## Why does aluminium character come back above the nickel d band in AlNi?

I have a PBE calculation of AlNi that sorts the electronic states by energy. For each window it gives the number of states, their orbital shares, and the share of the cell that they fill.

Spin-polarised PBE calculation of AlNi (Pm-3m, 2 atoms per cell) with Ansatz 0.2.0, using scalar-relativistic plane-wave PAW, a 420 eV cutoff, a 12×12×12 k mesh and 0.05 eV Gaussian smearing. States are counted in electrons per cell, and orbital shares come from Löwdin projections. The share of the cell filled is the participation ratio of the window's density.

```csv
"bottom of the window, from the Fermi level (eV)",top of the window (eV),states in the window (per cell),share of the cell that they fill,share of Al 3p,share of Al 3s,share of Ni 4s,share of Ni 3d
-11.22,-7.47,0.86,0.96,0.39,0.34,0.23,0.02
-7.47,-3.73,2.68,0.49,0.37,0.19,0.07,0.36
-1.20,0.00,1.22,0.07,0.19,0.02,0.04,0.74
-0.25,0.25,0.50,0.10,0.34,0.06,0.04,0.55
0.00,1.20,0.70,0.14,0.44,0.08,0.03,0.45
```

Two things puzzle me. The share of Al 3p is large in the two deepest windows, drops just below the Fermi level and is back at 0.44 just above it. I had expected the aluminium 3p states to have one energy range, not two. Also, the second and last rows have fairly similar Ni 3d and Al 3p shares, yet their states fill 0.49 and 0.14 of the cell. How can a similar mixture of orbitals give such different shapes?

## Answer

Think of one broad band crossed by a narrow one. The outer s and p orbitals of both metals overlap strongly and form the broad band, which runs from the deepest window to beyond the Fermi level. The compact 3d orbitals of nickel overlap weakly and form the narrow band. Where the two meet in energy, the states are mostly 3d. Further down and further up, the broad band shows through again, and aluminium with it.

Near the crossing the two kinds of state also mix. Below the d band they join in phase, which puts electrons between the atoms and lowers the energy. Above it they join out of phase, which removes electrons from between the atoms and raises the energy. This bonding and antibonding pattern is standard theory. Together with the crossing of the two bands, it can account for both of your observations, though the orbital shares alone do not reveal the phase.

**Where the d band lies**

Its main part sits between the second and third windows, as an electron count shows. Aluminium and nickel together bring 13 valence electrons per cell, and the three windows that lie wholly below the Fermi level hold 4.8 of them. The other 8.2 must therefore lie between the second and third windows. That is about 3.3 per eV, more than three times the density of states just below the Fermi level.

Most of these electrons must be 3d. Nickel in a metal has roughly nine d electrons, and the three windows account for fewer than two. The third window thus shows the upper edge of the d band, and the last window shows what lies above it.

**The deepest window: almost free electrons**

The states in the first row fill 0.96 of the cell, where 1 would mean a perfectly even density. That is how free electrons behave, so we can try to count the states as if the atoms were not there. Let the band start at the bottom of this window. The window then reaches E = 3.75 eV up the band.

- The largest wave vector is k = √(E / 3.8 eV Å²) = 0.99 Å⁻¹.
- The cell is a cube of volume V = (2.881 Å)³ = 23.9 Å³.
- With two spins, the number of states is N = V k³ / (3π²) = 0.79.

The calculation finds 0.86 states, so the estimate is about 8 % below it, with no adjusted constant. The agreement makes sense because the largest wave vector stops short of the nearest zone boundary, at 1.09 Å⁻¹. At that boundary the lattice can reflect the waves and disturb the simple count. The assumed starting energy matters, since a band that began higher would give a smaller count.

Why, then, does the table call these states 39 % Al 3p? A wave of very long wavelength looks the same on all sides of an atom, so it is recorded as s. A shorter wave is higher on one side of the atom than on the other, and that slope is recorded as p. Most states in the window have wave vectors near the upper end, so a large p share is natural. It does not mean that an atomic 3p level lies 10 eV below the Fermi level.

The free-electron picture fails one window higher. Its count grows as E to the power 3/2, so doubling the energy multiplies the total by 2.8. The second window should then add 1.8 times the first count, or 1.4 states, but it holds 2.7. Its Ni 3d content supplies most of the excess, which is the first sign that the d band is near.

**Across the Fermi level: a share is not an amount**

The jump in Al 3p share from 0.19 to 0.44 looks like a flood of aluminium states. The two windows on either side of the Fermi level are equally wide, so their amounts can be compared directly. Al 3p rises by only 0.08 states per cell, while Ni 3d falls by 0.59.

Most of the jump is therefore nickel leaving. Had the amount of Al 3p stayed exactly the same, its share would still have risen to 0.33, simply because the total shrank. The rest of the rise is a real gain in 3p, as expected when the states move away from the d band and back towards the broad one.

**Two similar mixtures with different shapes**

Now compare the second row with the last. Per eV of window, each holds about 0.26 states of Ni 3d and 0.26 to 0.27 of Al 3p. So close a match depends on where the windows happen to be cut, but it makes a useful pair. One member lies below the d band and the other above it.

The last row has the larger Ni 3d share, and compact d orbitals do concentrate the density. Could that alone explain the difference? Suppose that every state were an even background plus a d part of fixed shape. Call the d share w and the share of the cell that is filled S, read as the usual participation ratio: the squared mean density divided by the mean squared density. The even part then adds no peaks of its own, and

1/S = 1 + C w²,

where C depends only on the shape of the d part.

Whatever the value of C, the ratio of two S values cannot exceed the squared ratio of the d shares. For our pair that limit is 1.6, while the actual ratio is 3.5. The two windows next to the Fermi level respect their own limit, with a ratio of about 2 against 2.7. So the d share can roughly account for the difference between those two, but not for the difference between states below and above the d band. If the orbital shares are taken at face value, the shape itself must change there.

Theory offers a reason. When neighbouring orbitals join in phase, the wave function can stay high as it passes from one atom to the next, and the d orbital stretches outwards. When they join out of phase, the wave function has to pass through zero on the way, and the d orbital is squeezed towards its nucleus. Extra density between the atoms and a wider d orbital are thus two sides of the same bonding condition. The numbers here do not separate them, nor do they show whether a different mix of the five d orbitals also plays a part.

The orbital shares may also exaggerate the change of shape. Nickel's region holds 0.70 of the density in the nearly even deepest window, 0.78 in the second row and 0.85 in the last. The second row thus has less extra density around nickel than its 3d share suggests. A stretched d orbital would do that, but so would a projection that records part of the broad wave as 3d.

**A look between the atoms**

The same calculation gives the lowest density found outside the inner regions of the atoms. Relative to the mean density of the window, it is 0.63 in the second row and 0.33 in the last. Part of that drop is trivial, because electrons in d orbitals are not available to fill the space between atoms. Dividing by the non-d share allows for this and leaves 0.99 against 0.60.

So below the d band, the emptiest place still holds about what an even background would put there. In the three windows at the Fermi level it holds only 57 to 60 % of that. This fits antibonding states but does not prove them, because waves of the broad band may be uneven this far up in energy even without the d orbitals. The deepest window also has a low value, 0.65, although it contains almost no d character. Its emptiest place lies close to nickel, only 0.76 Å from the nucleus, so that value describes a different part of the cell. In the other windows the emptiest place lies farther from the nuclei, though not at the same point in all of them.

**The narrow window at the Fermi level**

The fourth row overlaps both of its neighbours, and its Ni 3d share and the share of the cell it fills lie between theirs. That is what a passage from the d edge to the mixed states above should give. Its Al 3p content per eV, however, is higher than in either neighbour. The mesh of wave vectors is coarse for so narrow a window, so I would not look for a chemical reason behind that excess.

**Is the metal "half aluminium" above the Fermi level?**

By orbital shares it is: Al 3s and 3p together make up 0.52 of the last row. If the cell is instead divided in space, only 0.15 of the density lies in aluminium's region. The two figures differ partly because aluminium's outer orbitals are wide and reach well into the space around nickel. Density found there can be credited to aluminium orbitals while sitting next to a nickel atom. The table also lists no Ni 4p orbital, yet the projection onto orbitals recovers the number of states to within about 3 % in every window. Any 4p character of nickel is then probably recorded under other orbitals, most likely Al 3p. The region counted as aluminium's is also small: even the nearly uniform density of the deepest window puts only 0.30 there.

The orbital shares are therefore best read as a record of the kind of state, broad or compact, and less as an address. For a similar compound of a simple metal with a late transition metal, first find the d band. Well below it, look for nearly free electrons. Close below it, look for evenly spread bonding mixtures, and above it for more concentrated antibonding ones. Character of the simple metal on both sides is then no surprise, because the broad band was there all along and the d band mainly outnumbers it in the middle.
